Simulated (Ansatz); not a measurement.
A series in volume per atom on Ta

Results calculated with Ansatz 0.2.0 development build, not measured. Equation of state of a cubic crystal from periodic Kohn-Sham density functional theory without spin; pressure corrected for the finite basis.

Cell of the first row (space group Im-3m, No. 229):
```
CELL_PARAMETERS angstrom
-1.61430 1.61430 1.61430
1.61430 -1.61430 1.61430
1.61430 1.61430 -1.61430
ATOMIC_POSITIONS crystal
Ta 0.00000 0.00000 0.00000
```

Settings of every row: formula Ta; structure type bcc; functional r2SCAN; spin treatment none; k mesh 14x14x14; occupation method fermi-dirac; occupation width 0.1 eV; wave cutoff 500 eV; datasets soft-1 PAW; density cutoff ratio 4.

Limits: modest k-mesh, values are not fully converged in k; no spin-orbit coupling, which can matter with elements this heavy.

```
row  volume per atom (Å³)  pressure (GPa)  energy above lowest point (meV/atom)
  1                16.828           16.43                                 58.47
  2                17.377           8.344                                 16.39
  3                17.926               ?                                     ?
  4                18.474          -4.533                                  5.62
  5                19.023          -9.633                                 30.09
```

Question: what pressure should row 3 give?

Worked fit of pressure. Take u = (V_r/V)^(2/3) − 1 with V_r = 17.925 Å³ an atom, which is twice the finite (Eulerian) strain; such expansions in the strain, on which the Birch-Murnaghan equation of state is built, carry the rest volume and the bulk modulus. The shown rows have u = 0.043, 0.02091, -0.01991, -0.03886. Least squares give pressure = 1.4178 + 315.021 × u + 791.26 × u² GPa; a straight line predicts inner rows, each left out in turn, worse (root mean square 0.77 against 0.018 GPa). The rows lie off it by 0.003, -0.007, 0.008, -0.004 (root mean square 0.0059 GPa). The pressure vanishes at u = -0.0046, or V = 18.05 Å³ an atom, and there the bulk modulus at fixed shape and fractions is B = −V dP/dV = (2/3)(1 + u) dP/du = 204 GPa. The withheld row has u = -4e-05, so the fit gives 1.4178 + 315.021 × (-4e-05) + 791.26 × (-4e-05)² = 1.405 GPa.

The calculation gave 1.405 GPa. The fit meets it to the printed digit.

The other values of row 3: energy above lowest point 0 meV/atom.
